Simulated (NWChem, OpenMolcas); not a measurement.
How basis sets differ on CH6GaN (SMILES [CH3][GaH][NH2])

The species is CH6GaN (9 atoms), meant as a singlet with charge 0. As SMILES, `[CH3][GaH][NH2]`. The coordinates come from a PBE0-D4/def2-TZVP relaxation.

Each level gives the dipole moment (D). The values are calculated.

```json
{"level": "HF/ANO-RCC-MB (DKH2)", "kind": "Hartree–Fock", "program": "OpenMolcas", "value (D)": "0.97", "CPU time": "7.5 s"}
{"level": "HF/STO-3G", "kind": "Hartree–Fock", "program": "OpenMolcas", "value (D)": "0.78", "CPU time": "3.3 s"}
{"level": "HF/3-21G", "kind": "Hartree–Fock", "program": "OpenMolcas", "value (D)": "0.88", "CPU time": "3.6 s"}
{"level": "HF/6-31G* (spherical functions)", "kind": "Hartree–Fock", "program": "OpenMolcas", "value (D)": "0.68", "CPU time": "13 s"}
{"level": "HF/def2-SVP", "kind": "Hartree–Fock", "program": "NWChem", "value (D)": "0.75", "CPU time": "15 s"}
```

All-electron rows without a relativistic Hamiltonian named are non-relativistic. The values span 0.68 to 0.97 D. Magnitudes only. Sets without polarisation functions give poor dipoles. Times are those of the runs behind each value, whatever else they computed, on shared processors of several kinds: orders of magnitude only.

The two polarised sets give the smallest dipoles, 0.68 and 0.75 D, and all three unpolarised sets lie above them. The moment is modest for a molecule with such polar bonds, probably because large contributions cancel. Gallium is the positive centre, and its bonds to nitrogen, carbon and hydridic hydrogen point in different directions, while the N–H bonds oppose the Ga–N polarity. Donation of the nitrogen lone pair into the formally empty gallium p orbital also offsets part of the σ polarisation. A small change in how a basis describes any of these terms therefore shows up clearly in the resultant.

The closeness of STO-3G (0.78 D) to def2-SVP (0.75 D) is thus more likely a cancellation of errors than a sign of a comparable charge distribution. The high ANO-RCC-MB value can't be assigned to the basis alone, since the Hamiltonian changes with it. Without a larger set containing diffuse functions, the series doesn't establish the Hartree–Fock limit or which polarised value lies nearer to it.
